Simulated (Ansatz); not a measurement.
Al: energy change per atom and pressure against volume scale

Results calculated with Ansatz 0.2.0, not measured. Plane-wave DFT, scalar-relativistic PAW made under PBE with cores redone for the functional, no dispersion; the given relaxed cell is scaled uniformly, energy at zero smearing counts from the unscaled cell, pressure at the given Fermi-Dirac smearing is positive in compression.

The cell before it is scaled or strained (space group Im-3m, No. 229):
```
Al
1.0
     -1.6071     1.6071     1.6071
      1.6071    -1.6071     1.6071
      1.6071     1.6071    -1.6071
Al
1
Direct
  0.00000 0.00000 0.00000
```

Settings of every row: spin polarised no; functional PBEsol; wave cutoff 420 eV; smearing width 0.1 eV; k mesh 15x15x15.

Atom starting moment: 0 on all atoms.

Limits: the cell comes from a prototype or a list of computed structures and needn't be the stable phase.

| row | volume scale | V (Å³/atom) | energy change per atom (meV) | pressure (GPa) |
| --- | --- | --- | --- | --- |
| 1 | 0.88 | 14.611 | 65.62 | 12.14 |
| 2 | 0.92 | 15.275 | 26.35 | 7.14 |
| 3 | 0.96 | 15.939 | 5.71 | 3.12 |
| 4 | 1.04 | 17.267 | 6.31 | -2.72 |
| 5 | 1.08 | 17.931 | 22.3 | -4.82 |
| 6 | 1.12 | 18.595 | ? | ? |

Question: what energy change per atom and pressure should row 6 give?

Worked fit of energy change per atom. Take u = (V_r/V)^(2/3) − 1 with V_r = 15.939 Å³ an atom, which is twice the finite (Eulerian) strain; such expansions in the strain, on which the Birch-Murnaghan equation of state is built, carry the rest volume and the bulk modulus. The shown rows have u = 0.05971, 0.02877, 0, -0.05195, -0.07551. Least squares give energy change per atom = 5.714 + 461.86 × u + 9045.3 × u² meV; a straight line predicts inner rows, each left out in turn, worse (root mean square 19 against 0.21 meV). The rows lie off it by 0.08, -0.14, 0.00, 0.18, -0.11 (root mean square 0.12 meV). The withheld row has u = -0.09765, so the fit gives 5.714 + 461.86 × (-0.09765) + 9045.3 × (-0.09765)² = 46.87 meV.

The calculation gave 46.08 meV. The fit lies 0.79 meV (1.7 % of the value, 1.3 % of the column's range) above it; its largest miss of a shown row is 0.18 meV. This row lies beyond the range of the fit.

Worked fit of pressure. Take u = (V_r/V)^(2/3) − 1 with V_r = 15.939 Å³ an atom, which is twice the finite (Eulerian) strain; such expansions in the strain, on which the Birch-Murnaghan equation of state is built, carry the rest volume and the bulk modulus. The shown rows have u = 0.05971, 0.02877, 0, -0.05195, -0.07551. Least squares give pressure = 3.121 + 130.58 × u + 339.5 × u² GPa; a straight line predicts inner rows, each left out in turn, worse (root mean square 0.7 against 0.03 GPa). The rows lie off it by 0.01, -0.02, 0.00, 0.03, -0.02. The pressure vanishes at u = -0.0256, or V = 16.57 Å³ an atom, and there the bulk modulus at fixed shape and fractions is B = −V dP/dV = (2/3)(1 + u) dP/du = 73.5 GPa. The withheld row has u = -0.09765, so the fit gives 3.121 + 130.58 × (-0.09765) + 339.5 × (-0.09765)² = -6.39 GPa.

The calculation gave -6.51 GPa. The fit lies 0.12 GPa (1.8 % of the value, 0.64 % of the column's range) above it; its largest miss of a shown row is 0.03 GPa. This row lies beyond the range of the fit.
